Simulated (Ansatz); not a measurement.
## Redistribution: C4H4F2 + C4H4F4 → C4H5F + C4H3F5

Species: C4H4F2 `FCC#CCF`, singlet; C4H4F4 `C/C(F)=C\C(F)(F)F`, singlet; C4H5F `CC#CCF`, singlet; C4H3F5 `C/C(F)=C(\F)C(F)(F)F`, singlet. The partners trade F for H; both sit on C, so the bond types are kept.

Shapes, held fixed at every level: PBE0-D4/def2-TZVP. Programs: Ansatz 0.2.0. The zero-point and thermal change to 298 K, harmonic and unscaled (PBE0-D4/def2-TZVP), is -1.7 kJ/mol.

Task: Estimate ΔH(298 K) of this reaction.

Result: MP2/def2-TZVPP gives ΔH(298 K) = +12.9 kJ/mol; the levels span +1.4 to +12.9. The median of the levels is +6.7. No measured value is set beside it here. 

| level | kind | ΔH(298 K) (kJ/mol) |
| --- | --- | --- |
| r2SCAN-D4/def2-TZVPP | meta-GGA | +5.8 |
| B3LYP-D4/def2-TZVPP | global hybrid | +10.1 |
| BHLYP-D4/def2-TZVPP | global hybrid | +11.3 |
| PBE0-D4/def2-TZVPP | global hybrid | +6.5 |
| r2SCAN0-D4/def2-TZVPP | global hybrid | +6.7 |
| MP2/def2-SVP | perturbation theory | +1.4 |
| MP2/def2-TZVPP | perturbation theory | +12.9 |

Every level makes the exchange endothermic, so the sign is better supported than the size. Fluorine leaves a propargylic sp3 carbon for a vinylic carbon next to CF3, on an alkene that already carries another vinylic fluorine. The penalty probably reflects repulsion between neighbouring C–F dipoles and fluorine lone-pair repulsion with the π bond, in a position where the electron-withdrawing CF3 group offers little compensation.

The swap is not purely one of substituents: CH3 and CF3 are cis in the starting alkene but trans in the product, so the enthalpy also contains a configurational contribution that cannot be separated here. MP2 rises from +1.4 to +12.9 kJ/mol with the larger basis, which suggests that the small set treats the fluorine-rich alkene unevenly; the lower value is therefore weak evidence for near-thermoneutrality. Adding exact exchange to r2SCAN changes little, so the spread among the functionals probably owes more to their underlying semilocal forms. Convergence of MP2 beyond the larger basis remains untested.
